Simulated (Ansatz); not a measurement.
**Equilibrium of GeH4 + CI4 ⇌ GeH3I + CHI3 at process temperatures**

Species: GeH4 (germane) `[GeH4]`, singlet; CI4 (tetraiodomethane) `IC(I)(I)I`, singlet; GeH3I `[GeH3][I]`, singlet; CHI3 `IC(I)I`, singlet. The partners trade H for I: Ge–H and C–I bonds give way to Ge–I and C–H.

The electronic reaction energy at CCSD(T)/def2-TZVPP is -161.9 kJ/mol. Shapes: PBE0-D4/def2-TZVP. Programs: Ansatz 0.2.0. Enthalpy and entropy come from rigid-rotor, harmonic-oscillator sums on unscaled PBE0-D4/def2-TZVP wavenumbers, ideal gases at 1 bar. Symmetry numbers: GeH4 12, CI4 12, GeH3I 3, CHI3 3. R = 8.3145 J/(mol K).

```
T (K)  ΔH (kJ/mol)  ΔS (J/(mol K))
  300       -151.2           +31.2
  500       -152.5           +27.8
  700            ?               ?
```

**Question.** Work out ln K at 300 and 500 K, and from these estimate it at 700 K.

**Answer.** 
1. 300 K: ΔG = -151.2 − 300 × (+31.2)/1000 = -160.6 kJ/mol; ln K = −ΔG/RT = +64.39.
2. 500 K: ΔG = -152.5 − 500 × (+27.8)/1000 = -166.4 kJ/mol; ln K = −ΔG/RT = +40.03.
3. Slope against 1000/T: (+40.03 − (+64.39))/(2.0000 − 3.3333) = +18.27, that is −ΔH/R with ΔH near -152 kJ/mol.
4. 700 K: ln K = +64.39 + (+18.27) × (1.4286 − 3.3333) = +29.59.

The full sums give ΔH = -153.5 kJ/mol, ΔS = +26.2 J/(mol K), ΔG = -171.8 kJ/mol and ln K = +29.52 at 700 K, so the line is off by +0.07 in ln K; without rounding the miss is +0.08, from the change of ΔH with temperature. The products are favoured over this whole range. An error of 10 kJ/mol in the energy moves ln K by 1.7 at 700 K. Soft modes are treated as harmonic, which can err either way at these temperatures; the lowest are those of CI4 (84 cm⁻¹), GeH3I (253 cm⁻¹), CHI3 (103 cm⁻¹). For atoms past krypton def2 sets carry core potentials with scalar relativity. Relativity is left out for Ge. Outer-core shells of Ge, I are correlated, in sets that cover them unevenly.

The exchange is driven by enthalpy. It replaces a weak C–I bond with a strong C–H bond, while germanium gives up a fairly weak Ge–H bond for a more polar Ge–I bond. Relief of crowding among the four large iodine atoms of CI4 probably adds to the driving force, though the reaction energy alone cannot separate these contributions. The enthalpy is less negative than the electronic energy, largely because the new C–H oscillator is stiffer than the Ge–H one it replaces and so raises the zero-point energy.

The positive entropy comes mostly from symmetry: two tetrahedral molecules become two of threefold symmetry, with more distinguishable orientations. It makes ΔG more negative on heating even as ln K falls, the latter being the normal response of an exothermic equilibrium. The result supports a strong preference for this single exchange, but not a stable mixture at process temperatures, since CI4 readily loses iodine on heating and germane eventually decomposes to germanium and hydrogen.
